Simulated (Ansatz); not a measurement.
# BH3O (SMILES BO): methods side by side

The species is BH3O (5 atoms), meant as a singlet with charge 0. As SMILES, `BO`. Geometry: relaxed at PBE0-D4/def2-TZVP.

```xyz
5

B    -0.2266   -0.3528    0.0747
O     0.4135    0.8018    0.3459
H    -0.8203   -0.8655    0.9778
H    -0.1906   -0.8289   -1.0281
H     0.8740    1.1718   -0.4117
```

Each level gives the energy change with the O2–H5 bond stretched from 0.961 to 1.441 Å (eV). The values are calculated.

| level | kind | program | value (eV) | less FCI/STO-3G |
| --- | --- | --- | --- | --- |
| HF/STO-3G (restricted) | Hartree–Fock | Ansatz | 3.17 | +1.37 |
| revPBE/STO-3G (restricted) | GGA | Ansatz | 1.68 | -0.12 |
| r2SCAN/STO-3G (restricted) | meta-GGA | Ansatz | 2.00 | +0.20 |
| B3LYP/STO-3G (restricted) | global hybrid | Ansatz | 2.00 | +0.20 |
| HSE06/STO-3G (restricted) | range-separated hybrid | Ansatz | 2.17 | +0.37 |
| B2PLYP/STO-3G (restricted) | double hybrid | Ansatz | 2.15 | +0.35 |
| RPA@PBE/STO-3G (restricted) | RPA | Ansatz | 1.76 | -0.04 |
| CCSD(T)/STO-3G (restricted) | coupled cluster or CI | Ansatz | 1.81 | +0.01 |
| CCSDT/STO-3G (restricted) | coupled cluster or CI | Ansatz | 1.81 | +0.01 |
| FCI/STO-3G | exact in the basis | Ansatz | 1.80 | 0.00 |

FCI/STO-3G is exact within its basis and frozen core, so for wave-function methods in that basis the difference is their error; functionals converge differently with the basis, so for them it is only a difference. Spin-restricted single references rise too steeply as a bond breaks, Hartree–Fock most of all. The first shape isn't each level's own minimum. The values span 1.68 to 3.17 eV. All rows use very small basis sets, so even the best lies far from the true value.

Stretching the O–H bond narrows the σ–σ* separation, so left–right correlation grows along the path and lowers the stretched structure more than the starting one. Restricted Hartree–Fock lacks this correlation and keeps too much ionic character in the electron pair, hence its excess of 1.37 eV. CCSD(T) and CCSDT both lie within 0.01 eV of FCI, which suggests that the σ² configuration still dominates at this stretch and that perturbative triples remain adequate.

Among the functionals, semilocal exchange imitates part of the left–right correlation, and exact exchange removes that help, which probably explains the rise from revPBE to HSE06. The exact-exchange fraction alone doesn't order the rows, however: r2SCAN matches B3LYP without any, and B2PLYP falls just below HSE06 despite a larger share, probably because its perturbative correlation compensates. The agreement of CCSD(T) with FCI can't be carried over to full dissociation, where σ and σ* become near-degenerate and the perturbative triples correction can fail.
